## Appendix: Push-back dipole and Fermi-level shift of graphene on Pt(111)

Graphene on Pt(111) is weakly bound and keeps its Dirac cones, so its doping can be described by one number, the position of the Dirac point relative to the Fermi level. Section A.2 estimates this number by an argument that is **wrong**: it aligns the vacuum levels of the two clean partners and so places the change from n to p doping at $W_M=W_G$. The later sections give the symptoms, the faulty line, the mended calculation and the size of the error.

### A.1 Conventions and inputs

The axis $z$ points from the metal to the vacuum, and $d$ is the distance between the top metal plane and the carbon plane. Energies are electron energies in eV, lengths are in Å, and charges are counted per graphene unit cell of area $A$. $W_M$ is the work function of the clean metal face, $W_G$ that of free neutral graphene (vacuum level minus Dirac point $E_D$), and $W$ that of the covered surface. The shift is

$$\Delta E_F=E_D-E_F ,$$

positive for p doping and negative for n doping. $N$ is the number of electrons per cell moved from graphene to the metal, so it has the sign of $\Delta E_F$.

With two spins and two valleys and $E=\hbar v k$, the number of states per cell between the Dirac point and energy $|E|$ is $4A\,\pi k^2/(2\pi)^2=AE^2/[\pi(\hbar v)^2]$. The density of states is therefore $D_0|E|$ with $D_0=2A/[\pi(\hbar v)^2]$, and at zero temperature

$$N=\operatorname{sgn}(\Delta E_F)\,\tfrac12 D_0\,\Delta E_F^2 .\tag{A1}$$

The transferred charge forms two sheets of density $\pm eN/A$. Their centroids lie closer together than the nuclear planes, because the screening charge of the metal sits in front of its top layer and the $\pi$ charge of graphene extends below the carbon plane. The effective gap is written $d-d_0$. For $N>0$ the graphene sheet is positive, and the electron energy falls on crossing the gap outwards by

$$\Delta_{\rm tr}=aN(d-d_0),\qquad a=\frac{e^2}{\varepsilon_0A}.\tag{A2}$$

The work function of Pt(111) is the compiled measured value $W_M=5.91$ eV (Tran 2019). The other inputs are typical or approximate: graphene lattice constant 2.46 Å, $W_G=4.5$ eV, $d=3.3$ Å, $d_0=2.4$ Å and $D_0=0.09$ eV$^{-2}$ per cell. The last two belong to the parameter set of the model of Giovannetti, Khomyakov and co-workers (2008), which was adjusted to density-functional results for weakly binding fcc(111) metals, copper among them. From these inputs $A=(\sqrt3/2)(2.46)^2=5.241$ Å$^2$, $e^2/\varepsilon_0=180.95$ eV Å and $a=34.53$ eV/Å. The chosen $D_0$ corresponds to $\hbar v=6.09$ eV Å. One combination governs the problem:

$$\gamma=aD_0(d-d_0)=34.53\times0.09\times0.9=2.80\ \text{eV}^{-1}.$$

Since $aD_0=2e^2/[\pi\varepsilon_0(\hbar v)^2]$, the cell area cancels from $\gamma$ at fixed velocity. Intermediate values are carried unrounded, and all shifts below are those of the model with these inputs.

### A.2 The wrong attempt

The following five lines lead to a wrong answer.

1. In equilibrium the Fermi level is common to both partners. The vacuum level outside the graphene lies $W_G$ above $E_D$ and $W$ above $E_F$, so $W=W_G+\Delta E_F$.
2. Any potential step $\Delta V$ at the interface lowers the outer vacuum level relative to that of the clean metal: $W=W_M-\Delta V$.
3. Before charge flows, metal and graphene share one vacuum level. Hence the only step is that of the transferred charge, $\Delta V=\Delta_{\rm tr}$.
4. Lines 1 to 3 with (A1) and (A2) give $\Delta E_F+\operatorname{sgn}(\Delta E_F)\,\tfrac12\gamma\,\Delta E_F^2=\Phi_0$, where $\Phi_0=W_M-W_G$.
5. The left side is odd and increasing in $\Delta E_F$, so $\Delta E_F$ has the sign of $\Phi_0$, the doping changes sign at $W_M=W_G$, and $|\Delta E_F|=\big[\sqrt{1+2\gamma|\Phi_0|}-1\big]/\gamma$.

For Pt(111), $\Phi_0=5.91-4.5=1.41$ eV and the square root is 2.98, so the attempt gives

$$\Delta E_F^{\rm wrong}=+0.71\ \text{eV},$$

with $\Delta_{\rm tr}=0.70$ eV, $N=0.023$ holes per cell or $4.3\times10^{13}$ cm$^{-2}$, and $W=5.21$ eV.

The attempt looks careful because it avoids a cruder form of the same idea, in which the vacuum levels stay aligned even after charge transfer and $\Delta E_F=\Phi_0=1.41$ eV. That form refutes itself: it needs $N=0.089$, and by (A2) this charge would build a step of 2.8 eV, larger than the offset that drives it. Keeping the capacitor removes this contradiction but leaves the alignment assumption in line 3.

### A.3 Symptoms

On platinum the sign of the doping gives no warning, because the attempt and the mended model both yield p type. The fault shows when the same five lines are applied elsewhere.

*A metal with $W_M$ slightly above $W_G$.* Take Cu(111) with an approximate $W_M=4.9$ eV and the same spacing. Then $\Phi_0=+0.4$ eV and line 5 gives $\Delta E_F=+0.29$ eV, p type. Graphene on clean Cu(111) is commonly known to be n type. No choice of $D_0$, $d$ or $d_0$ repairs this, since these enter only through $\gamma>0$ and the sign in line 5 is that of $\Phi_0$ alone. Put differently, line 4 confines $\Delta E_F$ between $0$ and $\Phi_0$, and so confines $W$ between $W_G$ and $W_M$. An n-type sheet has $W<W_G$ by line 1, so on copper the covered surface has a work function below that of both partners, which the attempt forbids.

*A layer that takes no charge.* Replace graphene by a closed-shell layer whose gap spans the Fermi level, such as hexagonal boron nitride or a saturated hydrocarbon. Then $N=0$, and lines 2 and 3 give $W=W_M$ at every distance. Such physisorbed layers commonly lower the work function of noble and platinum-group metal surfaces. A step therefore exists that does not come from filling or emptying a band.

*The trend with distance.* In the attempt $d$ enters only through $\gamma$. Differentiating line 4 for $\Phi_0>0$ gives $\partial\Delta E_F/\partial d=-\tfrac12aD_0\Delta E_F^2/\sqrt{1+2\gamma\Phi_0}$, which is $-0.26$ eV/Å for Pt at 3.3 Å. Pressing the sheet into the electron tail of the metal would only strengthen the p doping, as if two overlapping electron clouds were the plates of a macroscopic capacitor.

### A.4 The faulty line

Line 3 is at fault. $W_M$ is not a bulk property. It contains the surface dipole formed by electrons that spill out beyond the last ion plane, negative side outwards, and this dipole raises $W_M$. A common vacuum level between two bodies exists only where the density of both has died away. At 3.3 Å the tail of the metal overlaps the $\pi$ cloud, no such region remains, and the spill-out dipole is no longer that of the clean face.

The sign of the change follows from antisymmetry alone. Take per cell one doubly occupied metal orbital $\chi_m$ and one doubly occupied carbon orbital $\chi_c$, real and normalised, with centroids $z_m$ and $z_c$ and overlap $S$, and neglect overlaps between cells. A determinant of non-orthogonal orbitals has the density $n=2\sum_{ij}\chi_i(\mathbf S^{-1})_{ij}\chi_j$, where $\mathbf S$ is the overlap matrix, so

$$n=\frac{2\left(\chi_m^2+\chi_c^2-2S\chi_m\chi_c\right)}{1-S^2}.$$

Subtracting the superposed densities $2\chi_m^2+2\chi_c^2$ leaves

$$\delta n=\frac{2S^2(\chi_m^2+\chi_c^2)-4S\chi_m\chi_c}{1-S^2},$$

which integrates to zero. Electrons are removed from the overlap distribution $\chi_m\chi_c/S$ and returned in equal parts to the two orbitals. With $z_o=S^{-1}\!\int z\,\chi_m\chi_c\,d^3r$ the centroid of the overlap and $\bar z=(z_m+z_c)/2$, the first moment is

$$\delta Z=\int z\,\delta n\,d^3r=-\frac{4S^2}{1-S^2}\,(z_o-\bar z).\tag{A3}$$

For spherical Gaussians $e^{-\zeta_m r^2}$ at $z=0$ and $e^{-\zeta_c|\mathbf r-d\hat z|^2}$ at $z=d$, the product is a Gaussian centred at $z_o=\zeta_cd/(\zeta_m+\zeta_c)$. If the carbon orbital is the more compact one, $\zeta_c>\zeta_m$, then $z_o>d/2$ and $\delta Z<0$. The electrons move inwards on balance, the induced dipole $-e\,\delta Z$ points outwards, and the outer vacuum level falls by $-a\,\delta Z>0$. This is the push-back or pillow effect. It needs no transfer of electrons between bands, and it is short-ranged because it scales as $S^2$.

The two-orbital model freezes the orbitals, ignores their relaxation and the polarisation that accompanies physisorption, and replaces a $p_z$ orbital by an s function. It fixes the sign and the range of the step, not its size. The full short-range step is called $\Delta_c(d)$, counted positive when it lowers $W$, and enters as a parameter. The approximate value that belongs with $d_0$ and $D_0$ above is $\Delta_c=0.9$ eV at 3.3 Å, taken to depend little on the metal as long as the binding is weak.

This step is a dipole of $\Delta_c/a=0.026$ $e$Å, or 0.13 D, per cell. The transfer dipole that the attempt keeps is $N(d-d_0)=0.020$ $e$Å, so the neglected term is larger than the retained one. Equation (A3) shows how little overlap it takes. For the illustrative ratio $\zeta_c=3\zeta_m$ the lever arm is $z_o-\bar z=d/4$, and a dipole of 0.026 $e$Å then requires only $S=0.09$.

### A.5 The mended calculation

Lines 1 and 2 stand. Line 3 becomes $\Delta V=\Delta_{\rm tr}+\Delta_c$, where the two steps add because both are potential drops across the same interface. Eliminating $W$,

$$\Delta E_F+\operatorname{sgn}(\Delta E_F)\,\tfrac12\gamma\,\Delta E_F^2=\Phi,\qquad \Phi=W_M-W_G-\Delta_c(d).\tag{A4}$$

The left side is again odd and increasing, so the solution is unique and has the sign of $\Phi$. For $x=|\Delta E_F|$ the equation is $\tfrac12\gamma x^2+x-|\Phi|=0$, whose non-negative root gives

$$\Delta E_F=\operatorname{sgn}(\Phi)\,\frac{\sqrt{1+2aD_0(d-d_0)\,|W_M-W_G-\Delta_c|}-1}{aD_0(d-d_0)} .\tag{A5}$$

For $\gamma|\Phi|\ll1$ one has $|\Delta E_F|=|\Phi|-\tfrac12\gamma\Phi^2+\dots$, since near the Dirac point there are few states to fill and the Fermi level takes up almost the whole offset. For $\gamma|\Phi|\gg1$ the capacitor takes most of it and $|\Delta E_F|\to\sqrt{2|\Phi|/\gamma}$. Graphene is neutral when $\Phi=0$, that is at

$$W_M=W_G+\Delta_c(d),$$

about 5.4 eV at $d=3.3$ Å with the present inputs. At this point no charge is transferred, yet the work function falls by $\Delta_c$ on covering the metal.

For Pt(111), $\Phi=5.91-4.5-0.9=0.51$ eV, the square root is 1.96, and the model gives

$$\Delta E_F=+0.34\ \text{eV},$$

with $\Delta_{\rm tr}=0.17$ eV, $N=0.0053$ holes per cell or $1.0\times10^{13}$ cm$^{-2}$, and $W=4.84$ eV. Of the total step of 1.07 eV, most is push-back.

The symptoms disappear. For Cu(111), $\Phi=-0.5$ eV and the model gives $\Delta E_F=-0.34$ eV, n type, with $W<W_G$. This is no independent confirmation, because $\Delta_c$ was adjusted to calculations that include copper; the copper case only convicts the attempt. For a layer with $N=0$ one now has $W=W_M-\Delta_c$, with the $\Delta_c$ proper to that layer. For the trend with distance, take the illustrative form $\Delta_c(d)=0.9\ \text{eV}\times e^{-(d-3.3\,\text{Å})/\lambda}$ with an approximate decay length $\lambda=0.6$ Å. Differentiating (A4) for $\Phi>0$,

$$\frac{\partial\Delta E_F}{\partial d}=\frac{\Delta_c/\lambda-\tfrac12aD_0\Delta E_F^2}{\sqrt{1+2\gamma\Phi}},$$

which is $+0.67$ eV/Å for Pt at 3.3 Å, opposite in sign to the slope of the attempt.

| $d$ (Å) | $\Delta_c$ (eV) | $\Delta E_F$, wrong (eV) | $\Delta E_F$, mended (eV) |
|---|---|---|---|
| 3.0 | 1.48 | +0.81 | −0.07 |
| 3.3 | 0.90 | +0.71 | +0.34 |
| 3.6 | 0.55 | +0.64 | +0.46 |
| 4.2 | 0.20 | +0.55 | +0.50 |
| 6.0 | 0.01 | +0.42 | +0.42 |

The two columns merge at large distance, where a vacuum region does separate the partners and line 3 becomes correct. In the mended model the shift passes through a maximum and changes sign where $\Delta_c=W_M-W_G$, at $d=3.03$ Å for this form of $\Delta_c$. At such short distances hybridisation with the Pt 5d band grows, so the first row indicates a trend only.

### A.6 Size of the error

Let $s_0=\sqrt{1+2\gamma\Phi_0}$ and $s=\sqrt{1+2\gamma\Phi}$ with $\Phi>0$. Since $s_0^2-s^2=2\gamma\Delta_c$,

$$\Delta E_F^{\rm wrong}-\Delta E_F=\frac{s_0-s}{\gamma}=\frac{2\Delta_c}{s_0+s}.$$

The capacitor hides part of the omitted step but never all of it. For Pt(111) the excess is 0.36 eV from unrounded values, which is as large as the mended shift itself. By line 1 the same excess appears in $W$.

| Pt(111), $d=3.3$ Å | wrong | mended |
|---|---|---|
| driving offset (eV) | 1.41 | 0.51 |
| $\Delta E_F$ (eV) | +0.71 | +0.34 |
| $\Delta_{\rm tr}$ (eV) | 0.70 | 0.17 |
| $\Delta V$ (eV) | 0.70 | 1.07 |
| holes ($10^{13}$ cm$^{-2}$) | 4.3 | 1.0 |
| $W$ (eV) | 5.21 | 4.84 |

The slip overstates the shift by a factor 2.1 and, since $N\propto\Delta E_F^2$, the hole density by a factor 4.2. For any weakly binding metal with $W_G<W_M<W_G+\Delta_c$, here from 4.5 to 5.4 eV, it gives the wrong carrier type. For a contact on a graphene channel this decides whether a p-type channel meets a p-doped region or a p–n junction at the contact edge.

Terms neglected in (A5) itself are much smaller than this error. In the nearest-neighbour tight-binding model with hopping $t$, the density of states per cell starts as $D_0|E|\,[1+E^2/(3t^2)]$ with $D_0=4/(\sqrt3\pi t^2)$. The present $D_0$ implies $t=2.86$ eV, and the correction is 2 % even at 0.71 eV. At temperature $T$ with $|\Delta E_F|\gg k_BT$, (A1) becomes $|N|=D_0[\Delta E_F^2/2+\pi^2(k_BT)^2/6]$, which at 300 K lowers the mended shift by 1.6 meV.

The inputs matter more. From (A4), $\partial\Delta E_F/\partial\Phi=1/s=0.51$. A change of $\pm0.1$ eV in $W_G$ or $\Delta_c$ moves the mended shift between 0.29 and 0.39 eV. Such a change is plausible, because a measured $W_M$ is here combined with a $\Delta_c$ that was adjusted together with calculated work functions. A typical velocity of $1.0\times10^6$ m/s gives $D_0=0.077$ eV$^{-2}$ and a shift of 0.36 eV. A spacing of 3.1 Å, with the exponential form above, gives 0.13 eV. The second figure of the mended value is therefore not secure, while the difference from the attempt exceeds each of these variations.

The value $+0.34$ eV is the model's, not the material's. As typical knowledge, and not as a measurement cited here, the Dirac point of graphene on Pt(111) lies roughly 0.1 to 0.3 eV above the Fermi level, depending on the rotational domain. The model has the same sign, sits just above the upper end of this range, and overshoots the lower end by about 0.2 eV, an amount that a spacing shorter by 0.2 Å absorbs. The attempt cannot be rescued in this way, since a shorter spacing raises its shift further and even at 6.0 Å it still gives 0.42 eV.